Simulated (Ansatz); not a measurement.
**From the elastic tensor of BP at 11 GPa (stress–strain coefficients) to moduli and sound speeds**

The calculation used DFT LDA, scalar-relativistic, plane waves, PAW in Ansatz 0.2.0. Plane waves to 420 eV; Γ-centred k mesh 10×10×10; fixed occupations. No spin polarisation.

It takes space group F-43m (No. 216, cubic). The conventional cell has a = 4.407 Å, b = 4.407 Å, c = 4.407 Å, α = 90.00°, β = 90.00°, γ = 90.00°. Around B (site symmetry -43m) lie 4 P at 1.91 Å. P (site symmetry -43m) is surrounded by 4 B at 1.91 Å.

Relaxed-ion constants (GPa, on the Cartesian axes of the calculation):
C11 = 406.4, C12 = 120.6, C13 = 120.6, C22 = 406.4, C23 = 120.6, C33 = 406.4, C44 = 213.6, C55 = 213.6, C66 = 213.6 GPa; the others vanish.

Density 3.243 g/cm³; 2 atoms in 21.40 Å³.

The values that follow are for a polycrystal of randomly turned grains, by Hill's mean where one number stands.

| Item | Value |
| --- | --- |
| Bulk modulus, Voigt / Reuss / Hill | 215.9 / 215.9 / 215.9 GPa |
| Shear modulus, Voigt / Reuss / Hill | 185.3 / 178.3 / 181.8 GPa |
| Young's modulus | 426 GPa |
| Poisson ratio | 0.171 |
| Pugh ratio B/G | 1.19 |
| Universal anisotropy index | 0.20 |
| Longitudinal and transverse sound speeds | 11887 and 7487 m/s |
| Debye temperature from the mean sound speed | 1113 K |

Cost: 1 run of about 0.46 core-minutes, on Intel Xeon Platinum 8488C (Sapphire Rapids) (shared hosts).

Compressed BP is a stiff solid with strong resistance to shear: its shear modulus is not far below its bulk modulus, and the Poisson ratio of 0.171 is low. This reflects short, nearly nonpolar sp³ bonds between elements of similar electronegativity, which resist changes in angle as well as in length. C12 lies well below C44, whereas purely central forces under pressure would put it above, so the angular forces are substantial.

The anisotropy is modest but has a clear sense. C44 exceeds half the difference between C11 and C12, making the crystal stiffest in tension along the ⟨111⟩ bond directions and softest along the cube axes. The tetragonal shear is the easier one because it mainly bends bonds, while the C44 shear also stretches them, even after the sublattices relax. The high sound speeds and Debye temperature follow from this stiffness combined with low atomic mass.

The constants satisfy the cubic conditions for elastic stability at this pressure, but this doesn't rule out a phonon instability at finite wavevector or a competing phase of lower enthalpy.
